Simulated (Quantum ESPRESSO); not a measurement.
# Zone-centre optical phonon of zinc-blende ZnSe against k mesh: LDA linear response with JTH PAW and PseudoDojo potentials

We have to decide which k mesh to use for phonon runs on ZnSe, and whether the same mesh will serve for the dielectric constant. The choice matters for infrared optics, where the lattice modes set the long-wave absorption edge and the electronic dielectric constant ε∞ sets the refractive index. We follow the threefold degenerate optical mode at the zone centre, without the LO-TO term, in a cell held fixed while the mesh changes. Each frequency change is taken against the densest mesh of the same potential set, 12×12×12 for JTH and 16×16×16 for PseudoDojo; a positive value means a higher frequency than in that run. The test therefore measures mesh error, not agreement with experiment.

## Set-up

Each crystal was relaxed once and then held fixed while the k mesh alone was changed. Program: Quantum ESPRESSO 7.5, plane waves, LDA, scalar-relativistic, no spin-orbit coupling, no spin. Crystals and potentials: ZnSe (zinc-blende), JTH PAW; ZnSe (zinc-blende), PseudoDojo. Cutoffs 680 to 1293 eV. Occupations: fixed. Modes by linear response at one wavevector. Times are rough, from shared Arm server processors. The same in all rows: wavevector of the run, in fractions of the reciprocal vectors: (0, 0, 0).

Notes on method and selection:

- The reference is the finest run of each crystal, which need not be fully converged.
- Published potential sets: PseudoDojo (norm-conserving), JTH (PAW).
- The coarsest settings were run to show the error; the highest mode is the threefold degenerate optical mode in every run.
- Without the sum rule a spurious force shifts the squares of all zone-centre frequencies by about the square of the acoustic residue (exactly so for like masses); where the residue is large, it makes much or all of the change.
- Runs that did not converge, have known faults or may not be shown are not listed, and runs on Ansatz's PAW sets soft_1 and soft_2 are kept to separate tables.

Columns:

- k-mesh length (Å): k-mesh length, the least over the axes of divisions times cell-vector length.
- acoustic residue (cm⁻¹): acoustic residue: the largest of the three acoustic values at the zone centre, which should vanish; negative is imaginary.
- ε∞: electronic dielectric constant ε∞, a third of the trace.
- frequency change (%): change of the highest mode at the wavevector against the run at the densest mesh of the same crystal.
- highest mode (cm⁻¹): highest mode at the wavevector, as the response program prints it (no sum rule, no LO-TO term).
- pressure (GPa): pressure of the ground-state run, compression positive.
- cost (core-s): processor time, shared machines, rough.

## The series

| member | crystal and potentials | k-mesh length (Å) | acoustic residue (cm⁻¹) | ε∞ | frequency change (%) | highest mode (cm⁻¹) | pressure (GPa) | cost (core-s) | remark |
| --- | --- | --- | --- | --- | --- | --- | --- | --- | --- |
| k 2×2×2 | ZnSe (zinc-blende), JTH PAW | 7.9 | −2.9 | 91.824 | 0.0684 | 219.32 | 6.61 | 100 |  |
| k 3×3×3 | ZnSe (zinc-blende), JTH PAW | 11.8 | −2.1 | 27.948 | −0.0046 | 219.16 | 1.57 | 110 |  |
| k 4×4×4 | ZnSe (zinc-blende), JTH PAW | 15.7 | −0.5 | 15.546 | −0.0137 | 219.14 | 0.44 | 160 |  |
| k 6×6×6 | ZnSe (zinc-blende), JTH PAW | 23.6 | 2.3 | 9.497 | −0.0046 | 219.16 | 0.06 | 250 |  |
| k 8×8×8 | ZnSe (zinc-blende), JTH PAW | 31.5 | 4.2 | 8.144 | ? | ? | ? | 430 |  |
| k 12×12×12 | ZnSe (zinc-blende), JTH PAW | 47.2 | −1.5 | 7.597 | 0.0000 | 219.17 | 0.03 | 920 | known phase |
| k 4×4×4 | ZnSe (zinc-blende), PseudoDojo | 15.7 | −2.9 | 17.098 | −0.0319 | 219.22 | 0.40 | 590 |  |
| k 6×6×6 | ZnSe (zinc-blende), PseudoDojo | 23.6 | −1.6 | 9.956 | −0.0137 | 219.26 | 0.03 | 1100 |  |
| k 8×8×8 | ZnSe (zinc-blende), PseudoDojo | 31.5 | −1.6 | 8.348 | ? | ? | ? | 2200 |  |
| k 10×10×10 | ZnSe (zinc-blende), PseudoDojo | 39.4 | −1.7 | 7.854 | 0.0000 | 219.29 | 0.00 | 3200 |  |
| k 12×12×12 | ZnSe (zinc-blende), PseudoDojo | 47.2 | −1.9 | 7.672 | 0.0000 | 219.29 | 0.00 | 4800 |  |
| k 14×14×14 | ZnSe (zinc-blende), PseudoDojo | 55.1 | −1.9 | 7.597 | 0.0000 | 219.29 | 0.00 | 6900 |  |
| k 16×16×16 | ZnSe (zinc-blende), PseudoDojo | 63.0 | −1.6 | 7.562 | 0.0000 | 219.29 | 0.00 | 9900 | known phase |

Cells marked ? are withheld until the estimate has been made.

## Why the values move as they do

The optical frequency hardly depends on the mesh. With PseudoDojo it rises from 219.22 cm⁻¹ at 4×4×4 to 219.29 cm⁻¹ at 10×10×10, a change of 0.07 cm⁻¹, and then stays the same to the printed digit. With JTH even the 2×2×2 mesh lies only 219.32 − 219.17 = 0.15 cm⁻¹ above the reference. The two potential sets differ by 219.29 − 219.17 = 0.12 cm⁻¹ at 12×12×12, which is more than the mesh error of either set at 4×4×4.

ε∞ behaves quite differently. With PseudoDojo it is 9.956 at 6×6×6 and 7.562 at 16×16×16, so the coarser mesh gives 9.956 / 7.562 = 1.32 times the reference value. Theory offers a reason. The response to an electric field weights small energy gaps heavily, and in ZnSe the direct gap is smallest at the zone centre, where LDA also makes it too small. A coarse mesh that contains this point gives it too much weight, which fits the fall of ε∞ with every refinement. The restoring force of the transverse mode draws on the whole valence density, and its sum over filled bands is much smoother in k.

The cost follows from this difference. With PseudoDojo the 6×6×6 run takes about 1100 core-s and the 16×16×16 run about 9900, a factor of 9, for a frequency gain of 0.03 cm⁻¹. For the transverse mode 6×6×6 is ample. For ε∞, and for an LO-TO splitting built on it, 12×12×12 is a sensible start: it costs about 4800 core-s and leaves ε∞ 7.672 / 7.562 = 1.015 times the reference.

## Predicting the missing value

Plain estimates from the members shown:

- k 8×8×8 (ZnSe (zinc-blende), JTH PAW), straight-line interpolation between k 6×6×6 and k 12×12×12: w = (31.5 − 23.6) / (47.2 − 23.6) = 0.335, so −0.0046 + 0.335 × (0.0000 − (−0.0046)) = −0.0031 %

The straight line between the neighbouring JTH meshes gives −0.0031 %, but it ignores the acoustic residue of 4.2 cm⁻¹, the largest in the table. A spurious force shifts the squared optical frequency by about the signed square of the residue. Against the reference, with its residue of −1.5 cm⁻¹, the shift is (4.2² + 1.5²) / (2 × 219.17) = 0.0454 cm⁻¹, or 100 × 0.0454 / 219.17 = 0.0207 %.

The mesh error proper is taken from PseudoDojo, whose residues at 6×6×6 and 10×10×10 are nearly equal to that of its reference. Midway between these meshes the change is (−0.0137 + 0.0000) / 2 = −0.0069 %. The sum is 0.0207 − 0.0069 = 0.0138 %.

The same route can be tried on two shown JTH members. At 6×6×6 the residue term is 100 × (2.3² + 1.5²) / (2 × 219.17²) = 0.0078 %, and the sum is 0.0078 − 0.0137 = −0.0059 %, against −0.0046 % in the table. At 4×4×4 PseudoDojo has a residue term of its own, 100 × (1.6² − 2.9²) / (2 × 219.29²) = −0.0061 %; freed of it, the change is −0.0319 + 0.0061 = −0.0258 %. The JTH residue term is 100 × (1.5² − 0.5²) / (2 × 219.17²) = 0.0021 %, which gives −0.0258 + 0.0021 = −0.0237 %, against −0.0137 %. The misses are 0.0059 − 0.0046 = 0.0013 % and 0.0237 − 0.0137 = 0.0100 %, with a root mean square of 0.007 %, which we take as the error bar. One printed step of 0.01 cm⁻¹ is already 0.0046 %.

**Committed estimate, k 8×8×8 (ZnSe (zinc-blende), JTH PAW): frequency change = 0.014 ± 0.007 %.**

## Check

| member | crystal and potentials | k-mesh length (Å) | acoustic residue (cm⁻¹) | ε∞ | frequency change (%) | highest mode (cm⁻¹) | pressure (GPa) | cost (core-s) |
| --- | --- | --- | --- | --- | --- | --- | --- | --- |
| k 8×8×8 | ZnSe (zinc-blende), JTH PAW | 31.5 | 4.2 | 8.144 | 0.0183 | 219.21 | 0.04 | 430 |
| k 8×8×8 | ZnSe (zinc-blende), PseudoDojo | 31.5 | −1.6 | 8.348 | −0.0046 | 219.28 | 0.00 | 2200 |

| member | estimate | frequency change (%) | computed | estimate − computed | miss in error bars |
| --- | --- | --- | --- | --- | --- |
| k 8×8×8 (ZnSe (zinc-blende), JTH PAW) | committed | 0.0140 | 0.0183 | −0.0043 | 0.6 |
| k 8×8×8 (ZnSe (zinc-blende), JTH PAW) | interpolation | −0.0031 | 0.0183 | −0.0214 |  |

The computed change is +0.0183 %, and our estimate of 0.014 ± 0.007 % holds it within 0.6 error bars. The straight line between the neighbouring JTH meshes gave −0.0031 %, which has the wrong sign and misses by 0.0214 %, five times our miss of 0.0043 %. Our miss is less than one printed step in the frequency.

The argument from the acoustic residue held. It also accounts for the step from 6×6×6 to 8×8×8 within the JTH set, where the mode rises by 219.21 − 219.16 = 0.05 cm⁻¹. The change in residue supplies (4.2² − 2.3²) / (2 × 219.2) = 0.028 cm⁻¹, and the PseudoDojo mode rises by 0.02 cm⁻¹ over the same step, which together make 0.048 cm⁻¹. The bump at 8×8×8 is thus mostly a spurious force on the whole crystal, not a change in the Zn–Se restoring force.

## Where the trend breaks

The JTH run at 2×2×2 lies farthest out, 0.15 cm⁻¹ above its reference. Its residue of −2.9 cm⁻¹ should lower the mode slightly, so the positive error must come from elsewhere, most likely from the very coarse sampling. The pressure of 6.61 GPa in the same fixed cell is a sampling error too, not a real compression.

PseudoDojo at 4×4×4 lies 0.07 cm⁻¹ below its reference. The residues explain (2.9² − 1.6²) / (2 × 219.29) = 0.013 cm⁻¹ of this, and coarse sampling is the likely source of the rest.

JTH at 8×8×8 stands out by its residue of 4.2 cm⁻¹, larger than at 2×2×2. The Born effective charges should add up to zero over the cell; their violation of this rule shrinks steadily as the mesh is made denser, and the acoustic residue does not follow it. The real-space grid for exchange and correlation is a common source of such residues, but why the value rises to 4.2 cm⁻¹ and returns to −1.5 cm⁻¹ at 12×12×12 remains unexplained.

## Price of accuracy

With JTH, going from 6×6×6 to 12×12×12 raises the cost from about 250 to 920 core-s, a factor of 920 / 250 = 3.7, and moves the optical mode by only 0.01 cm⁻¹. The same step lowers ε∞ from 9.497 to 7.597, so the extra time is spent on the dielectric constant.

At 12×12×12 the PseudoDojo run takes about 4800 core-s, or 4800 / 920 = 5.2 times the JTH run. The two values of ε∞ differ by 7.672 − 7.597 = 0.075, or 1 %. The cost ratio is only a rough guide: the machines were shared, the number of threads, which can affect processor time, is not listed, and PseudoDojo was run at a higher cutoff than JTH. At these settings JTH is the cheaper choice for this crystal, provided that the acoustic residue is checked.

## Conclusions and limits

From 4×4×4 upwards, every run gives the transverse mode within 0.07 cm⁻¹ of its own reference. A further mesh in this range can be estimated to about 0.01 to 0.02 cm⁻¹ once its residue is known. The residue can also be removed afterwards: for JTH at 8×8×8, 219.21 − 4.2² / (2 × 219.21) = 219.17 cm⁻¹.

The refractive index, the square root of ε∞, needs a denser mesh. With PseudoDojo it is √9.956 = 3.16 at 6×6×6 and √7.562 = 2.75 at 16×16×16, so the coarser mesh alone makes the index 3.16 / 2.75 = 1.15 times as large. The denser mesh does not make the value fit for an optical design, however. LDA makes the gap too small, which tends to make ε∞ too high on any mesh, and this error need not be small beside that of the 6×6×6 mesh. Our series does not measure it. The advice to start from 12×12×12 for ε∞ and the LO-TO splitting therefore concerns mesh error alone, and a design should rest on a measured index.

Two omitted effects should far exceed the mesh error in the frequency: the LO-TO term, which raises the longitudinal mode well above the transverse one, and warming to room temperature, which lowers the optical modes. The error of LDA itself in the frequency is not tested here either.
